**Fine-structure intervals of silver ions from Ag12+ to Ag42+: charge, subshell and screening**

The table holds doublet intervals of eight silver ions with one electron or one hole in 4p, 3d, 3p or 2p, from two-component X2C-1e calculations at the GHF and GMP2 levels with a bare or a screened-nucleus spin-orbit term. The program fits three models to the bare values: a power of the charge, the one-electron Dirac splitting scaled by the cube of the net charge $q+1$, and the same splitting scaled by the cube of $Z-a(N-1)$. The first two miss by a typical factor of about 2, while partial screening with $a=0.527$ misses by about 5% and overstates the rise within each pair of rows. The output also splits each change of subshell into hydrogenic, orbital and operator factors, showing that the fall from Ag16+ to Ag20+ appears only with the screened operator. Correlation shifts stay within 2.3% of the GHF values.

Fine-structure intervals of silver ions, total energy of the final configuration less that of the first, from PySCF 2.14.0 (two-component X2C-1e, one spinor determinant in jj occupation, Gaussian nucleus, even-tempered basis up to f scaled to each ion). Bare-SO uses the bare-nucleus spin-orbit term, screened-SO adds screened-nucleus factors; GMP2 freezes the listed electrons.

## Script

```python
# Table: fine-structure intervals (1/cm) of Ag ions, PySCF X2C-1e, GHF and GMP2, bare or screened
# spin-orbit term. Tested: charge-only power law, full screening Zo=q+1, and partial screening
# Delta = Dirac(n,l,Z)*(Zo/Z)^3 with Zo = Z - a(N-1); sizes of operator screening and correlation.
T = {
    'species': ['Ag12+', 'Ag16+', 'Ag20+', 'Ag28+', 'Ag30+', 'Ag34+', 'Ag38+', 'Ag42+'],
    'N': [35, 31, 27, 19, 17, 13, 9, 5],
    'config': ['[Ar] 3d10 4s2 (4p1/2)2 (4p3/2)3', '[Ar] 3d10 4s2 (4p1/2)1', '[Ar] (3d3/2)4 (3d5/2)5', '[Ar] (3d3/2)1', '[Ne] 3s2 (3p1/2)2 (3p3/2)3', '[Ne] 3s2 (3p1/2)1', '[He] 2s2 (2p1/2)2 (2p3/2)3', '[He] 2s2 (2p1/2)1'],
    'final': ['[Ar] 3d10 4s2 (4p1/2)1 (4p3/2)4', '[Ar] 3d10 4s2 (4p3/2)1', '[Ar] (3d3/2)3 (3d5/2)6', '[Ar] (3d5/2)1', '[Ne] 3s2 (3p1/2)1 (3p3/2)4', '[Ne] 3s2 (3p3/2)1', '[He] 2s2 (2p1/2)1 (2p3/2)4', '[He] 2s2 (2p3/2)1'],
    'frozen': [10, 10, 10, 10, 2, 2, 0, 0],
    'ghf_screened_so': [53036, 64475, 53251, 67695, 330050, 358800, 1484400, 1609400],  # 1/cm
    'gmp2_screened_so': [54257, 63119, 53162, 67589, 331360, 356410, 1485300, 1602200],  # 1/cm
    'ghf_bare_so': [55523, 67395, 67713, 86036, 345330, 375300, 1553000, 1683800],  # 1/cm
}
import numpy as np
from scipy.constants import alpha, Rydberg, e, h, c
from scipy.optimize import minimize_scalar
Z = 47; R = Rydberg/100; sp = T['species']
n = np.array([4,4,3,3,3,3,2,2]); l = np.array([1,1,2,2,1,1,1,1])
sub = [str(i)+'spd'[j] for i, j in zip(n, l)]
N = np.array(T['N'], float); x = Z-N+1
B, S, M = (np.array(T[k], float) for k in ('ghf_bare_so','ghf_screened_so','gmp2_screened_so'))
E = lambda k: 2*R/alpha**2/np.sqrt(1+(Z*alpha/(n-k+np.sqrt(k*k-(Z*alpha)**2)))**2)
D = E(l+1)-E(l); P = R*alpha**2*Z**4/(n**3*l*(l+1))
f = 1-np.where(l == 1, 2, 10)/Z   # standard screened-nucleus factors, built into the calculation
s = Z*(1-(B/D)**(1/3))
print('ion shell | Dirac Z=47 (1/cm) | Dirac/Pauli | bare/Dirac | screening s | s/(N-1)')
for i in range(8):
    print(f'{sp[i]} {sub[i]} | {D[i]:.0f} | {D[i]/P[i]:.3f} | {B[i]/D[i]:.3f} | {s[i]:.2f} | {s[i]/(N[i]-1):.3f}')
part = lambda a, D0: D0*((Z-a*(N-1))/Z)**3
fit = lambda D0: minimize_scalar(lambda a: np.sum(np.log(part(a, D0)/B)**2), bounds=(0,1), method='bounded').x
a = fit(D); aP = fit(P)
p, lnA = np.polyfit(np.log(x), np.log(B), 1); m1 = np.exp(lnA)*x**p
g = D*(x/Z)**3; k2 = np.exp(np.mean(np.log(B/g))); m2 = k2*g; m3 = part(a, D)
def rep(name, m):
    r = np.log(m/B); w = np.argmax(abs(r))
    print(f'{name}: rms factor {np.exp(np.sqrt(np.mean(r**2))):.3f}, worst {sp[w]} {100*(m[w]/B[w]-1):+.1f}%')
rep(f'charge only, bare-SO, A={np.exp(lnA):.1f} 1/cm, p={p:.2f}', m1)
rep(f'full screening, scale={k2:.2f}', m2)
rep(f'partial screening, a={a:.3f}', m3)
rep(f'partial screening, Pauli prefactor, a={aP:.3f}', part(aP, P))
print('error % on bare-SO: charge | full | partial | partial*(1-Q/Z) on screened-SO')
for i in range(8):
    er = [100*(m1[i]/B[i]-1), 100*(m2[i]/B[i]-1), 100*(m3[i]/B[i]-1), 100*(m3[i]*f[i]/S[i]-1)]
    print(sp[i], ' | '.join(f'{v:+.1f}' for v in er))
print('pair ratio: screened | bare | full | partial | exponent in q+1 (bare) | s per added electron')
ex = []
for i in (0, 2, 4, 6):
    j = i+1; ex.append(np.log(B[j]/B[i])/np.log(x[j]/x[i]))
    print(f'{sub[i]} | {S[j]/S[i]:.3f} | {B[j]/B[i]:.3f} | {m2[j]/m2[i]:.3f} | {m3[j]/m3[i]:.3f} | {ex[-1]:.2f} | {(s[i]-s[j])/(N[i]-N[j]):.2f}')
print('step ratio: screened | bare | charge fit | Dirac n,l | orbital remainder | operator')
for i in (1, 3, 5):
    j = i+1; rb = B[j]/B[i]; rd = D[j]/D[i]; rs = S[j]/S[i]
    print(f'{sp[i]}->{sp[j]} | {rs:.3f} | {rb:.3f} | {m1[j]/m1[i]:.3f} | {rd:.3f} | {rb/rd:.3f} | {rs/rb:.3f}')
u = 10.0**(np.floor(np.log10(S))-4)   # last printed place, five figures
print('ion | screened/bare | 1-Q/Z | cut % | GMP2-GHF (1/cm) +- rounding | % of GHF')
for i in range(8):
    print(f'{sp[i]} | {S[i]/B[i]:.4f} | {f[i]:.4f} | {100*(1-S[i]/B[i]):.1f} | {M[i]-S[i]:+.0f} +- {u[i]:.0f} | {100*(M[i]/S[i]-1):+.2f}')
ev = e/(h*c*100)
# further outputs of the same runs (eV), GMP2 and GHF screened, Ag38+ and Ag42+
d38, d42 = (184.153096-184.036066)*ev, (198.646851-199.546177)*ev
print(f'GMP2-GHF from unrounded eV: Ag38+ {d38:+.0f}, Ag42+ {d42:+.0f} 1/cm')
print(f'max/min: screened {S.max()/S.min():.1f}, bare {B.max()/B.min():.1f}; Z alpha {Z*alpha:.3f}; rounding < {100*np.max(u/2/S):.4f}%')
assert all(0 < v < 3 for v in ex) and 0 < a < 1
assert S[2] < S[1] and B[2] > B[1]
assert np.all(abs(S/B/f-1) < 0.005)
assert np.all((M-S)[[0,4,6]] > 0) and np.all((M-S)[[1,5,7]] < 0)
```

It prints:

```
ion shell | Dirac Z=47 (1/cm) | Dirac/Pauli | bare/Dirac | screening s | s/(N-1)
Ag12+ 4p | 240478 | 1.079 | 0.231 | 18.17 | 0.534
Ag16+ 4p | 240478 | 1.079 | 0.280 | 16.24 | 0.541
Ag20+ 3d | 179691 | 1.021 | 0.377 | 13.05 | 0.502
Ag28+ 3d | 179691 | 1.021 | 0.479 | 10.23 | 0.568
Ag30+ 3p | 571520 | 1.082 | 0.604 | 7.27 | 0.454
Ag34+ 3p | 571520 | 1.082 | 0.657 | 6.15 | 0.512
Ag38+ 2p | 1924381 | 1.080 | 0.807 | 3.24 | 0.405
Ag42+ 2p | 1924381 | 1.080 | 0.875 | 2.05 | 0.512
charge only, bare-SO, A=16.0 1/cm, p=2.92: rms factor 1.908, worst Ag28+ +244.4%
full screening, scale=2.72: rms factor 2.090, worst Ag12+ -75.1%
partial screening, a=0.527: rms factor 1.054, worst Ag30+ -8.6%
partial screening, Pauli prefactor, a=0.501: rms factor 1.086, worst Ag30+ -12.7%
error % on bare-SO: charge | full | partial | partial*(1-Q/Z) on screened-SO
Ag12+ -48.7 | -75.1 | +2.6 | +2.8
Ag16+ -7.5 | -54.1 | +4.3 | +4.4
Ag20+ +70.6 | -35.6 | -5.6 | -5.5
Ag28+ +244.4 | +33.5 | +6.2 | +6.3
Ag30+ +4.2 | +29.2 | -8.6 | -8.4
Ag34+ +36.7 | +71.1 | -1.3 | -1.1
Ag38+ -54.7 | +92.7 | -6.5 | -6.4
Ag42+ -44.4 | +138.2 | -0.4 | -0.2
pair ratio: screened | bare | full | partial | exponent in q+1 (bare) | s per added electron
4p | 1.216 | 1.214 | 2.236 | 1.234 | 0.72 | 0.48
3d | 1.271 | 1.271 | 2.634 | 1.430 | 0.74 | 0.35
3p | 1.087 | 1.087 | 1.439 | 1.173 | 0.69 | 0.28
2p | 1.084 | 1.084 | 1.340 | 1.155 | 0.83 | 0.30
step ratio: screened | bare | charge fit | Dirac n,l | orbital remainder | operator
Ag16+->Ag20+ | 0.826 | 1.005 | 1.853 | 0.747 | 1.345 | 0.822
Ag28+->Ag30+ | 4.876 | 4.014 | 1.215 | 3.181 | 1.262 | 1.215
Ag34+->Ag38+ | 4.137 | 4.138 | 1.371 | 3.367 | 1.229 | 1.000
ion | screened/bare | 1-Q/Z | cut % | GMP2-GHF (1/cm) +- rounding | % of GHF
Ag12+ | 0.9552 | 0.9574 | 4.5 | +1221 +- 1 | +2.30
Ag16+ | 0.9567 | 0.9574 | 4.3 | -1356 +- 1 | -2.10
Ag20+ | 0.7864 | 0.7872 | 21.4 | -89 +- 1 | -0.17
Ag28+ | 0.7868 | 0.7872 | 21.3 | -106 +- 1 | -0.16
Ag30+ | 0.9558 | 0.9574 | 4.4 | +1310 +- 10 | +0.40
Ag34+ | 0.9560 | 0.9574 | 4.4 | -2390 +- 10 | -0.67
Ag38+ | 0.9558 | 0.9574 | 4.4 | +900 +- 100 | +0.06
Ag42+ | 0.9558 | 0.9574 | 4.4 | -7200 +- 100 | -0.45
GMP2-GHF from unrounded eV: Ag38+ +944, Ag42+ -7254 1/cm
max/min: screened 30.3, bare 30.3; Z alpha 0.343; rounding < 0.0034%
```
